# What lies beneath the fluoride band of BaZnSbF?

## The question

Going down in energy from the Fermi level, the density of states of this layered compound passes through one filled band, then a second, and then drops to zero. Three rows still deeper have their results hidden. They could hold an empty gap, the tail of something lower, or a new band. The known rows, an electron count and some rough assumptions allow a forecast.

Kohn-Sham density of states of BaZnSbF (P4/nmm, 8 atoms per cell, a = 4.475 Å, c = 9.876 Å) from Ansatz 0.2.0 with LDA, plane-wave PAW, scalar-relativistic, no spin polarisation, cutoff 420 eV. The self-consistent run used an 8×8×4 k mesh and 0.1 eV Gaussian smearing, the density of states 12×12×6 and tetrahedra. Energies are relative to the Fermi level; Löwdin projections are summed over sites.

| energy (eV) | density of states total (states/eV/cell) | DOS Zn 3d (states/eV/cell) | DOS F 2p (states/eV/cell) | DOS Sb 5p (states/eV/cell) | DOS Zn 4s (states/eV/cell) |
| --- | --- | --- | --- | --- | --- |
| -7.95 | ? | ? | ? | ? | ? |
| -7.55 | ? | ? | ? | ? | ? |
| -7.15 | ? | ? | ? | ? | ? |
| -6.75 | 0 | 0 | 0 | 0 | 0 |
| -6.35 | 0 | 0 | 0 | 0 | 0 |
| -5.95 | 9.39 | 0.05 | 8.35 | 0.15 | 0.03 |
| -5.55 | 12.97 | 0.02 | 12.12 | 0.12 | 0.03 |
| -5.15 | 2.51 | 0 | 2.41 | 0.01 | 0 |
| -4.75 | 0.15 | 0.01 | 0 | 0.07 | 0.06 |
| -4.35 | 5.87 | 0.19 | 0.21 | 2.82 | 1.79 |
| -3.95 | 3.55 | 0.09 | 0.1 | 1.69 | 0.87 |
| -3.55 | 0.44 | 0.01 | 0.01 | 0.25 | 0.15 |
| -3.15 | 0.34 | 0 | 0 | 0.2 | 0.1 |
| -2.75 | 1.68 | 0.01 | 0.02 | 1.31 | 0.06 |
| -2.35 | 2.12 | 0.02 | 0.01 | 1.72 | 0.08 |
| -1.95 | 3.32 | 0.04 | 0.03 | 2.78 | 0.05 |
| -1.55 | 4.9 | 0.09 | 0.06 | 4.09 | 0.07 |
| -1.15 | 3.31 | 0.06 | 0.03 | 2.83 | 0.02 |
| -0.75 | 3.44 | 0.07 | 0.04 | 2.95 | 0.01 |
| -0.35 | 1.6 | 0.04 | 0.01 | 1.34 | 0.06 |
| 0.05 | 0.32 | 0.01 | 0 | 0.25 | 0.04 |
| 0.45 | 0.27 | 0 | 0 | 0.07 | 0.14 |
| 0.85 | 0.47 | 0 | 0 | 0.09 | 0.24 |
| 1.25 | 0.84 | 0 | 0 | 0.18 | 0.4 |
| 1.65 | 2.13 | 0.01 | 0.02 | 0.45 | 0.67 |
| 2.05 | 8.27 | 0.02 | 0.06 | 1.18 | 1.2 |
| 2.45 | 4.17 | 0 | 0.03 | 0.4 | 0.31 |
| 2.85 | 3.47 | 0 | 0.02 | 0.15 | 0.09 |
| 3.25 | 4.03 | 0 | 0.03 | 0.12 | 0.07 |
| 3.65 | 6.71 | 0 | 0.05 | 0.18 | 0.07 |
| 4.05 | 6.66 | 0 | 0.05 | 0.19 | 0.06 |
| 4.45 | 8.72 | 0 | 0.06 | 0.28 | 0.11 |
| 4.85 | 8.15 | 0 | 0.06 | 0.29 | 0.14 |
| 5.25 | 6.41 | 0 | 0.05 | 0.16 | 0.07 |
| 5.65 | 7.24 | 0 | 0.04 | 0.26 | 0.11 |

The total density counts the electron states per eV in one cell. The columns headed DOS give the part that resembles a particular atomic shell, such as the 5p shell of antimony. Each row is an average over 0.2 eV, and neighbouring rows stand 0.4 eV apart.

## Count the electrons first

In the ionic picture the compound is Ba²⁺Zn²⁺Sb³⁻F⁻, with two such units in the cell. Two fluoride ions fill 12 states of F 2p, and two antimonide ions fill 12 of Sb 5p. The projections show both bands: F 2p supplies 92 % of the density from -5.95 to -5.15 eV, and Sb 5p dominates from -4.35 eV up to the Fermi level. Multiplying each row by the 0.4 eV spacing gives about 10 and 12 states, as close as such coarse sampling allows.

Other filled shells must lie outside these two bands, and zinc 3d is the likeliest to come next. Two zinc atoms bring 20 electrons in 3d, yet Zn 3d never exceeds 0.19 in the known rows. Its band should therefore lie deeper than the fluoride band, though the rows sample only half of the energies.

## Height is number divided by width

A band holds a fixed number of states, so the narrower it is, the higher its density. The fluoride band has 12 states within roughly 1 eV, which suggests about 12 states per eV, and its highest row has 13. The antimony band spreads the same number over more than 4 eV and is much lower on average.

Width comes from overlap between neighbouring atoms. A chain of hydrogen atoms shows this most simply: pull the atoms apart and the 1s band narrows, while the number of states stays the same. The comparison covers overlap only, since zinc has five d orbitals on each atom and they also mix with antimony.

Zinc itself offers a contrast. Its extended 4s shell overlaps well with Sb 5p and supplies 28 % of the density in the rows at -4.35 and -3.95 eV, where the Zn–Sb bonding states lie. The 3d shell sits close to the nucleus and overlaps little, so its band should be narrow.

## The forecast

The model is a bell-shaped band of 20 states with an rms width of 0.25 eV. Its centre is put at -7.6 eV, uncertain by 0.35 eV, a rough recalled position for related zinc compounds in LDA. Neither number was adjusted to the table.

Take the row at -7.55 eV. Band width and uncertainty of position combine to √(0.25² + 0.35²) = 0.43 eV. The expected height at the centre is 20/(2.51 × 0.43), and the small offset of 0.05 eV brings it to about 18 states per eV. The error bar is one standard deviation of the density as the band slides over its uncertain position, cut off at zero.

| Energy (eV) | Total density forecast (states/eV/cell) | Range |
|---|---|---|
| -7.95 | 13 | 2 to 25 |
| -7.55 | 18 | 8 to 29 |
| -7.15 | 11 | 0 to 22 |

Zn 3d should make up 95 % of any sizeable density, with a range of 90 to 100 %. That means about 13, 18 and 10 states per eV in the three rows.

A last forecast concerns mixing. When a d and a p orbital mix, the lower state gains as much p character as the upper one gains d character. The antimony band contains about 0.25 states' worth of Zn 3d, so the same amount of Sb 5p should turn up in the d band. Divided by 20, this is 1.3 % of the Zn 3d weight, with a range of 0.6 to 2.5 % over the three rows together.

## The computed rows

The withheld rows as computed:

| energy (eV) | density of states total (states/eV/cell) | DOS Zn 3d (states/eV/cell) | DOS F 2p (states/eV/cell) | DOS Sb 5p (states/eV/cell) | DOS Zn 4s (states/eV/cell) |
| --- | --- | --- | --- | --- | --- |
| -7.95 | 0 | 0 | 0 | 0 | 0 |
| -7.55 | 0 | 0 | 0 | 0 | 0 |
| -7.15 | 54.42 | 53.32 | 0.03 | 0.48 | 0.23 |

The new band is there, and it is almost pure Zn 3d. But all three densities fall outside their ranges. The two deeper rows are empty, and the row at -7.15 eV holds 54 states per eV, about five times the forecast. The printed output below lists each miss.

## Why the heights failed

The first error is position. The row at -7.15 eV covers 0.2 eV, so it holds 54.4 × 0.2 = 10.9 states, more than half of the d band. The centre must therefore lie near this row, nearly half an eV above the assumed place. That is more than the stated uncertainty, but not by so much that it needs a special cause.

The second error is width. Even if centred exactly on this row, the assumed band would have reached only 20/(2.51 × 0.25), or about 32 states per eV. The computed height corresponds to an effective width of 20/54, or about 0.4 eV, where the model had 0.6 eV. The 3d states spread in energy even less than assumed.

The third error lies in the form of the forecast. Averaging over possible positions gave three moderate densities, but a band this narrow can't fill three rows at once. It reaches one of them, or at most two, and leaves the rest empty. A sharper band at the wrong position would have failed just as badly, with its peak on the wrong row. For a narrow band, the useful forecast is an energy range and a number of states, not a height at a chosen energy.

## Why the character was right

The share of Zn 3d in the occupied row is 98 %, inside its range. This forecast held because the shell is compact and its band stands apart from the others, so its exact energy mattered little. The neighbouring rows on both sides are empty.

The mixing came out at 0.9 %, against the 1.3 % forecast and again within the range. The agreement supports the picture of exchanged character, though it rests on one row that samples about half of the band.

Mixing needs overlap as well as closeness in energy. The fluoride band lies nearer to the d band than the antimony band does, yet its rows hold only about a ninth as much Zn 3d. The structure offers the natural explanation: zinc is bonded to antimony, while the nearest neighbours of fluorine are barium atoms.

## What carries over to the real material

Sb 5p lies above F 2p because antimony holds its electrons far less tightly than fluorine does. The narrow Zn 3d band lies beneath both in this calculation, but its depth is less trustworthy. LDA lets a localised electron partly repel itself, which pushes compact d states up; in related zinc compounds, measured d levels lie deeper by roughly 2 eV or more (a rough recalled figure). In a photoemission spectrum, the zinc peak should be sought well below -7.15 eV. The run also left out spin-orbit coupling, which would widen this narrow band, and it used PAW datasets made for PBE, which may shift the band slightly.

The same caution applies at the Fermi level, where the density is low but not zero. At the k points solved in this run, the valence and conduction bands overlap by only about 0.02 eV. LDA underestimates band gaps and can close a small one, so this is weak evidence that the compound is a metal.

The analysis program printed:

```
States in the F band from the listed rows (12 expected): 9.948
States in the Sb band from the listed rows (12 expected): 12.29
F 2p share of the F band, percent: 92
Zn 4s share in the rows -4.35 and -3.95 eV, percent: 28.24
Zn 4s share in the rows -2.75 to -0.35 eV, percent: 1.718
Zn 3d weight inside the Sb band, states: 0.252
Energies of the withheld rows, eV: -7.95, -7.55, -7.15
Predicted total density, states/eV/cell: 13.32, 18.43, 10.73
Error bar of the total density, states/eV/cell: 11.44, 10.77, 11.07
Computed total density, states/eV/cell: 0, 0, 54.42
Miss of the total, prediction less computed, states/eV/cell: 13.32, 18.43, -43.69
Predicted Zn 3d density, states/eV/cell: 12.66, 17.5, 10.2
Computed Zn 3d density, states/eV/cell: 0, 0, 53.32
Miss of Zn 3d, prediction less computed, states/eV/cell: 12.66, 17.5, -43.12
Computed Zn 3d share (95 predicted), percent: 0, 0, 97.98
Predicted Sb 5p relative to Zn 3d in the d band, percent: 1.26
Computed Sb 5p relative to Zn 3d over the withheld rows, percent: 0.9002
States in the withheld rows by the same row sum (20 in a full d band): 21.77
Mean energy of the Zn 3d weight in the withheld rows, eV: -7.15
```
